# Does subtracting two crossbar columns cancel the cell nonlinearity?

A signed weight in a resistive crossbar is usually stored as the difference of two conductances on neighbouring columns. It is tempting to expect the subtraction to remove the cubic distortion of the cells as well. It does not. Section 3 follows that expectation to a **wrong** answer, and Sections 4 to 7 expose and repair it. Sections 1 and 2 are correct groundwork.

**Conventions.** Row $i$ is driven to $V_i \ge 0$, measured from the reference of the sense amplifier. Rows with zero input are held at 0 V, not floated. Current is positive from row to column. "Error" means departure from the exact linear product $\sum_i W_iV_i$. Wires are ideal until Section 8.

## 1. A column on a finite sense conductance

Let column $j$ end on a conductance $g_s$ to the reference, and take ohmic cells first. Current conservation at the column node reads $\sum_i G_{ij}(V_i-V_j)=g_sV_j$, so

$$V_j=\frac{\sum_i G_{ij}V_i}{g_s+S_j},\qquad S_j=\sum_i G_{ij}. \tag{1}$$

The sensed current $g_sV_j$ is the ideal current times $g_s/(g_s+S_j)$. The relative gain error is

$$\epsilon_j=-\frac{S_j}{g_s+S_j}\approx-\frac{S_j}{g_s}\quad(S_j\ll g_s). \tag{2}$$

It depends on the stored weights and not on the inputs.

**Resistive transimpedance amplifier.** With $V_{out}=-AV_j$, the feedback conductance $G_f$ carries $G_f(V_j-V_{out})=(1+A)G_fV_j$, so $g_s=(1+A)G_f$.

**Integrator.** The feedback element is a capacitor $C_f$, and $g_s$ must be derived afresh. Model the amplifier by its unity-gain frequency, $dV_{out}/dt=-\omega_uV_j$, and let $C_p$ be the column capacitance and $I(t)=\sum_iG_{ij}V_i(t)$. Then $I-S_jV_j=C_f\,d(V_j-V_{out})/dt+C_p\,dV_j/dt$, or

$$(C_f+C_p)\frac{dV_j}{dt}=I-(S_j+\omega_uC_f)V_j. \tag{3}$$

This is the node of (1) with $g_s=\omega_uC_f$ and a capacitor in parallel. Integrate (3) from rest until $V_j$ has settled back to zero. The left side vanishes, and the stored charge $C_f|\Delta V_{out}|=g_s\int V_j\,dt$ equals $\frac{g_s}{g_s+S_j}\int I\,dt$. Equation (2) therefore holds for the charge, for any pulse shape.

## 2. Cells, array and the loaded pair

**Cell law.** Each cell obeys

$$I=GV_0\sinh\frac{V}{V_0}=GV\left[1+\frac{V^2}{6V_0^2}+\frac{V^4}{120V_0^4}+\dots\right], \tag{4}$$

with $G$ the small-signal conductance at zero bias. The trap-limited conduction model of Ielmini and Zhang (2007) for amorphous chalcogenides has this form, with $V_0=2k_BT_Lu_a/(q\,\Delta z)$ at lattice temperature $T_L$. An approximate amorphous thickness $u_a=20$ nm and trap spacing $\Delta z=5$ nm give 0.207 V at 300 K, and we take $V_0=0.20$ V. At a full-scale input $V_{max}=0.2$ V the ratio $x=V_{max}/V_0$ is 1. The cubic term then adds 16.7 %, the fifth-order term 0.83 %, and the full sinh 17.5 %.

**Illustrative array.**

- $N=256$ rows of Ge$_2$Sb$_2$Te$_5$ cells, $0\le G\le 25$ µS.
- Pair mapping $G_i^\pm=C\pm W_i/2$ with $C=12.5$ µS. The weights $W_i$ are independent and uniform on $\pm25$ µS, so $\sigma_W=25/\sqrt3=14.4$ µS and $\sum_iW_i$ has rms $\sqrt N\sigma_W=231$ µS.
- Inputs $V_i=u_iV_{max}$, with $u_i$ independent and uniform on $[0,1]$, amplitude coded in a window $T=20$ ns.
- One integrator per column, $C_f=10$ pF, $\omega_u/2\pi=1$ GHz, $C_p\ll C_f$. The two results are subtracted afterwards.

Then $g_s=62.8$ mS. The mean column sum $NC=3.2$ mS gives $\epsilon=-4.85$ % for ohmic cells. A column of 25 µS cells has $S=6.4$ mS and $\epsilon=-9.2$ %, where the first-order form of (2) says $-10.2$ %. The node time constant $C_f/(g_s+NC)=0.15$ ns is far below $T$, so the node is quasi-static.

**Loading by sinh cells.** A cell sees $V_i-V_j$. Expanding (4) to first order in $V_j$ keeps the form of (1), with $x_i=V_i/V_0$,

$$I^\pm=\sum_iG_i^\pm V_0\sinh x_i,\qquad S^\pm=\sum_iG_i^\pm\cosh x_i .$$

The column is loaded by the differential conductance of the cells. Write $I^\pm=I_c\pm I_d/2$ and $S^\pm=S_c\pm S_d/2$. Subtracting the two sensed currents $g_sI^\pm/(g_s+S^\pm)$ over a common denominator gives

$$I_{out}=g_s\frac{I_d(g_s+S_c)-I_cS_d}{(g_s+S_c)^2-S_d^2/4}\approx\frac{g_s}{g_s+S_c}\,\bigl(I_d-V_cS_d\bigr),\qquad V_c=\frac{I_c}{g_s+S_c}. \tag{5}$$

Here $V_c$ is the common rise of both columns. With $\langle\sinh u\rangle=\cosh1-1$ and $\langle\cosh u\rangle=\sinh1$, the means are $I_c=348$ µA (7.0 pC in the window), $S_c=3.76$ mS and $V_c=5.2$ mV. The prefactor in (5) lies 5.6 % below unity. From one input vector to the next $I_c$, and with it $V_c$, scatters by the relative spread of $\sinh u$ divided by $\sqrt N$, which is 3.8 %. Terms of second order in $v=V_c/V_0=0.026$ are dropped.

**Yardstick.** The ideal output has rms $\sqrt N\sigma_WV_{max}/\sqrt3=26.7$ µA. Quantising $u$ to $b$ bits adds a perturbation of rms $2^{-b}/\sqrt{12}$ against a signal rms of $1/\sqrt3$, a ratio of $2^{-(b+1)}$. A relative rms error $r$ is thus worth

$$b_{eq}=\log_2\frac{1}{2r} \tag{6}$$

input bits, and 8-bit inputs set a floor of $1/512=0.20$ %.

## 3. The wrong attempt

> **This section is wrong. Line (W2) is false, and (W3) and the conclusion fall with it.**

Split each column current into a linear and a cubic part:

$$I^\pm=\sum_i\left(C\pm\frac{W_i}{2}\right)V_i+K^\pm. \tag{W1}$$

Both cells of a pair hang on the same row, see the same $V_i$, are made of the same material and share the bias conductance $C$. The distortion is therefore common mode:

$$K^+=K^-=\sum_iC\,\frac{V_i^3}{6V_0^2}. \tag{W2}$$

The same reasoning makes the $\cosh x_i-1$ part of the loading common, so that

$$I_d=\sum_iW_iV_i,\qquad S_d=\sum_iW_i. \tag{W3}$$

In (5) the prefactor is then a gain and the mean of $V_cS_d$ is an offset, and a two-point trim per column pair removes both. What remains is the scatter of $V_c$: 3.8 % of 5.2 mV, times 231 µS, over 26.7 µA, or 0.17 %. In quadrature with the quantisation floor this gives 0.26 %.

**Wrong answer:** amplitude-coded inputs up to 0.2 V deliver a product accurate to 0.26 % rms, or 7.6 equivalent bits, with no need for predistortion.

## 4. The symptom

Three tests need no statistics. All assume an ideal virtual ground.

**Empty partner.** Nothing in the argument for (W2) used the value of $C$, nor that it is the same on every row. Choose $C_i=W_i/2$, so that $G_i^-=0$. The second column carries no current, and the difference is a single column of sinh cells with the full distortion of (4). Line (W3) says that this column is linear. Subtracting zero cannot linearise anything.

**Null test.** Activate two rows: $W_1=+10$ µS (17.5 and 7.5 µS) at 0.2 V, and $W_2=-20$ µS (2.5 and 22.5 µS) at 0.1 V. The exact product is $2-2=0$ µA, and (W3) predicts zero. Summing the four cell currents from (4) gives

$$I_d=10\times0.2\,\sinh1-20\times0.2\,\sinh0.5=2.350-2.084=0.266\ \mu\text{A},$$

which is 13 % of either 2 µA term. The cubic term alone gives 0.250 µA.

**Harmonic test.** Drive one row slowly with $V=aV_0\sin\theta$. The expansion $\sinh(a\sin\theta)=2I_1(a)\sin\theta-2I_3(a)\sin3\theta+\dots$, with $I_n$ the modified Bessel functions, gives a third harmonic of relative size $I_3(a)/I_1(a)\approx a^2/24$. At $a=1$ the Bessel ratio is 3.9 %, or $-28.1$ dB. Each cell current has this spectrum times its own $G$, so the difference has it times $W$. The ratio at the differential output equals that of a single cell.

## 5. The faulty line

The fault is (W2). In (4) the conductance multiplies every power of $V$. The cubic coefficient of a cell is $G/(6V_0^2)$ with its own $G^\pm=C\pm W/2$, and not with $C$. Line (W2) keeps $\pm W/2$ in the linear term and drops it in the cubic term. The dropped piece is small beside the column current, but the output is the difference current, and beside that it has the same relative size $x_i^2/6$ as in a lone cell.

The slip borrows from differential amplifiers. There the two halves are identical and receive opposite inputs, and $f(V)-f(-V)$ removes the even powers. A column pair is the reverse case: identical inputs and unequal coefficients. Opposite inputs would not help either, since sinh is odd and $f(V)-f(-V)=2f(V)$.

The slip survives casual testing because part of it is true. The excess over the linear current carried by the bias conductance, $NCV_0\langle\sinh u-u\rangle=27.6$ µA, does cancel. It is as large as the whole signal, so the subtraction visibly shrinks the nonlinear current. What is left scales with $W$, exactly as the signal does.

## 6. The mended calculation

Keep the full conductance in every order:

$$I_d=\sum_iW_iV_0\sinh\frac{V_i}{V_0}=\sum_iW_iV_i+\sum_iW_i\frac{V_i^3}{6V_0^2}+\dots,\qquad S_d=\sum_iW_i\cosh\frac{V_i}{V_0}. \tag{7}$$

The pair computes the exact product of the weights with distorted inputs. Each term of the sum carries the relative error $(V_i/V_0)^2/6$ at leading order. The relative error of the sum itself is $\sum W_iV_i^3/(6V_0^2\sum W_iV_i)$, which is unbounded near a null, so an rms measure is needed.

**Ideal virtual ground.** Define $f(u)=\sinh(xu)/x$, so that $I_d=V_{max}\sum_iW_if(u_i)$. A trim fits $f\approx a+cu$. The gain $c$ is divided out, and the offset $aV_{max}\sum_iW_i$ is a constant per pair. For independent zero-mean weights the cross terms average away, both error and signal variance scale as $N\sigma_W^2$, and

$$r=\frac{\langle(f-a-cu)^2\rangle^{1/2}}{c\,\langle u^2\rangle^{1/2}}, \tag{8}$$

independent of $N$. A longer column does not average the distortion down relative to the signal.

At cubic order $f=u+x^2u^3/6$, and only the moments $\langle u^n\rangle=1/(n+1)$ are needed.

- No trim ($a=0$, $c=1$): $\langle u^6\rangle=1/7$, so $r=\frac{x^2}{6}\sqrt{3/7}$.
- Gain only: projecting $u$ out of $u^3$ leaves $1/7-3(1/5)^2=4/175$, so $r=\frac{x^2}{6}\sqrt{12/175}$.
- Gain and offset: $\mathrm{var}(u^3)=9/112$, $\mathrm{cov}(u,u^3)=3/40$ and $\mathrm{var}(u)=1/12$ leave $9/112-12(3/40)^2=9/700$, so $r=\frac{x^2}{6}\sqrt{27/700}$.

At $x=1$ the cubic order is only a guide, and the full function is as easy: $\langle f\rangle=\cosh1-1=0.5431$, $\langle uf\rangle=e^{-1}=0.3679$ and $\langle f^2\rangle=\frac14\sinh2-\frac12=0.4067$. The residuals are small differences of these moments and must be formed before rounding. The fitted gains are $c=3\langle uf\rangle=1.104$ without offset and $c=12(\langle uf\rangle-\langle f\rangle/2)=1.156$ with it.

| Trim | $r/x^2$, leading order | $r$ at $x=1$, full sinh | $b_{eq}$ |
|---|---|---|---|
| none | 0.109 | 11.3 % | 2.1 |
| gain | 0.0436 | 4.2 % | 3.6 |
| gain and offset | 0.0327 | 3.0 % | 4.1 |

Untrimmed, the surviving nonlinear current is 3.0 µA rms. The subtraction cut the nonlinear current about ninefold from 27.6 µA, and the remainder is still 11.3 % of the signal.

**Finite sense conductance.** Insert (7) into (5). Since $V_0\sinh x_i-V_c\cosh x_i=V_0\sinh(x_i-v)+O(v^2)$,

$$I_{out}\approx\frac{g_s}{g_s+S_c}\sum_iW_iV_0\sinh\frac{V_i-V_c}{V_0}. \tag{9}$$

Every cell sees its row voltage lowered by the common column rise. Before trimming, the term $V_cS_d$ is about 5 % of $I_d$ in rms, which rivals the cubic error, but most of it is offset and gain. Evaluating (8) with $f=\sinh(u-v)$ and $v=0.026$ gives $r=2.9$ % after gain and offset trim, slightly below the table because the cells work a little nearer the origin. The scatter of $V_c$ adds about 0.2 %, and the scatter of $S_c$ moves the prefactor by 0.05 %.

**State-dependent $V_0$.** In real phase-change cells $V_0$ varies with the programmed state. The cubic term becomes $\sum_i\bigl(G_i^+/V_{0,i+}^2-G_i^-/V_{0,i-}^2\bigr)V_i^3/6$. It vanishes row by row only if $G^+/V_{0+}^2=G^-/V_{0-}^2$, a constraint on the device that the subtraction does not supply.

**Pulse-width coding.** Let every active row sit at a fixed $V_r$ for a time $t_i=u_iT$. At an ideal virtual ground the charge is

$$Q_d=\frac{\sinh x_r}{x_r}\,V_rT\sum_iW_iu_i,\qquad x_r=\frac{V_r}{V_0}, \tag{10}$$

which is linear in $u_i$ with a constant gain, 1.175 at $V_r=0.2$ V. The cell law is sampled at only two voltages, and two points define a line. If $V_0$ differs from cell to cell, each cell has its own constant gain, which is absorbed when program-and-verify reads at $V_r$.

With finite $g_s$ the gain is not quite constant, because active cells load the column with $G\cosh x_r$ and idle ones with $G$. Let all pulses start together, so that the active fraction at $\tau=t/T$ is $1-\tau$. Then $S_c(\tau)=NC[1+(\cosh x_r-1)(1-\tau)]$ and $V_c(\tau)=NCV_0\sinh x_r\,(1-\tau)/(g_s+S_c)$. The prefactor of (5) runs from about $-7$ % at the start, where $V_c=11.1$ mV, to $-4.85$ % at the end. Lengthening one pulse at time $\tau$ changes that row's contribution to $I_d-V_cS_d$ from $-W_iV_c$ to $W_i(V_0\sinh x_r-V_c\cosh x_r)$. The transfer curve $h(u)$ per unit weight thus has the slope

$$h'(\tau)=\frac{g_s}{g_s+S_c(\tau)}\Bigl[V_0\sinh x_r-V_c(\tau)(\cosh x_r-1)\Bigr]. \tag{11}$$

In units of $V_0$ the slope rises almost linearly from 1.06 to 1.12. A slope change $k$ across the window bends $h$ by $ku^2/2$, whose residual after a straight-line fit has rms $k/(2\sqrt{180})$, and (8) gives $r=0.3$ %. This figure depends on $NC/g_s$ and $x_r$, not on $T$.

## 7. Size of the error

| Case, after gain and offset trim | $r$ | $b_{eq}$ |
|---|---|---|
| Wrong attempt, amplitude coding to 0.2 V | 0.26 % | 7.6 |
| Mended, amplitude coding to 0.2 V | 2.9 % | 4.1 |
| Mended, pulse-width coding at 0.2 V, distortion only | 0.3 % | about 7 |

The mended amplitude entry includes quantisation and the scatter of $V_c$ in quadrature, and neither changes its second figure. The slip understates the rms error by a factor of about 11, or 3.5 bits.

Three repairs follow from (7) to (11).

1. **Lower the swing.** Setting $0.0327\,x^2=1/512$ gives $V_{max}\approx0.05$ V. The signal charge falls about fourfold against unchanged amplifier noise and offset.
2. **Predistort.** Driving $V_i=V_0\,\mathrm{arsinh}(xu_i)$ makes (7) exactly linear, provided that all cells share one $V_0$ and the column rise is small.
3. **Code in time.** Eight bits in 20 ns would need 78 ps steps. A practical design uses a longer window with a larger $C_f$ or a lower $V_r$, or applies the input in binary slices at fixed amplitude.

## 8. What the model leaves out

- **Finite dc gain $A_0$.** The node acquires an extra $|V_{out}|/A_0$ that ramps up during the window. The cells drain a further fraction $ST/(2A_0C_f)$ of the charge, 0.32 % for $S=3.2$ mS and $A_0=1000$. Under amplitude coding this is essentially a gain.
- **Wire resistance.** With resistance $\rho$ per cell pitch and equal currents $i$ from all cells, the column wire rises on average by $\rho i(N+1)(2N+1)/6$. The mean gain loss for ohmic cells is $\rho C(N+1)(2N+1)/6$ to first order, or 2.7 % for each 0.1 Ω per pitch, and the row wires add their own drop. This rivals the cubic residual and can exceed it. It distorts the weights by position and does not remove the cubic term.
- **Programming scatter.** An illustrative 0.5 µS rms on each cell perturbs the weights by $\sqrt2\times0.5/14.4=4.9$ %. This error adds in quadrature in every row of the table above, the wrong one included. Drift and read noise act similarly.
- **Input statistics.** Uniform inputs are an assumption. Other distributions change the coefficients in (8), while the $x^2$ scaling stays.

The 2.9 % is the model's number, not the material's. The value $V_0=0.20$ V was chosen to reproduce a current excess of roughly 20 % at 0.2 V, typical of intermediate states of Ge$_2$Sb$_2$Te$_5$ cells. Cells near the crystalline end of the range are typically closer to ohmic, and a series access transistor linearises them further, so a single $V_0$ tends to overstate their distortion. The sensitivity is close to $1/V_0^2$: with $V_0=0.30$ V the trimmed residual at an ideal virtual ground falls from 3.0 % to 1.4 %, still about seven times the 8-bit floor.